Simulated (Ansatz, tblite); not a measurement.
# CH3BClFO (methoxychlorofluoroborane): the electronic atomisation energy, rung by rung

CH3BClFO: 8 atoms, total charge 0, spin state singlet. As SMILES, `COB(F)Cl`. Geometry: relaxed at PBE0-D4/def2-TZVP. This is one conformer, not always the lowest.

Quantity: the electronic atomisation energy, in eV. The values are calculated. Electronic energies at fixed atoms, without zero-point motion or spin-orbit coupling.

| level | kind | program | value (eV) | less CCSD(T)/cc-pVDZ | CPU time (all runs) |
| --- | --- | --- | --- | --- | --- |
| GFN2-xTB | semi-empirical | tblite | 36.30 | +4.65 | 4 s |
| HF/cc-pVDZ | Hartree–Fock | Ansatz | 24.95 | -6.70 | 2.8 s |
| SVWN5/cc-pVDZ | LDA | Ansatz | 39.52 | +7.87 | 5.6 s |
| BLYP/cc-pVDZ | GGA | Ansatz | 33.71 | +2.06 | 9.2 s |
| PBE/cc-pVDZ | GGA | Ansatz | 34.83 | +3.18 | 9.3 s |
| r2SCAN/cc-pVDZ | meta-GGA | Ansatz | 34.16 | +2.51 | 21 s |
| B3LYP/cc-pVDZ | global hybrid | Ansatz | 33.59 | +1.94 | 8.9 s |
| CAM-B3LYP/cc-pVDZ | range-separated hybrid | Ansatz | 34.01 | +2.36 | 9.5 s |
| MP2/cc-pVDZ | perturbation theory | Ansatz | 32.69 | +1.04 | 3.4 s |
| CCSD(T)/cc-pVDZ | coupled cluster or CI | Ansatz | 31.65 | 0.00 | 26 s |

Differences are taken from CCSD(T)/cc-pVDZ for orientation; it has basis-set and higher-order errors of its own. Correlated wave functions underbind in double-zeta sets. The values span 24.95 to 39.52 eV. In so small a basis fixed costs decide the times, and correlated methods can beat functionals. CPU times are rough (shared hosts, several kinds of processor and program).

Electron correlation supplies a substantial part of the binding: Hartree–Fock falls 6.70 eV short of CCSD(T). Forming the bonds pairs electrons that are unpaired in the separated atoms, whereas the lone pairs on fluorine, oxygen and chlorine are already present in the free atoms, so their correlation largely cancels. MP2 recovers this contribution but overshoots CCSD(T) by 1.04 eV, as is common when pair correlations are treated without their mutual coupling.

The local density approximation errs the other way, at 39.52 eV, because it describes the strongly inhomogeneous densities of the free atoms less well than the smoother bonding regions. Gradient corrections remove much of this imbalance. Beyond them, the values don't fall steadily with each rung: r2SCAN lies between BLYP and PBE, and CAM-B3LYP lies above both B3LYP and BLYP. The remaining offsets of these functionals from CCSD(T) probably mix functional error with missing short-range correlation in the reference, so they don't establish an accuracy ranking. Nor does the total energy reveal the separate strengths of the B–F, B–O and B–Cl bonds.
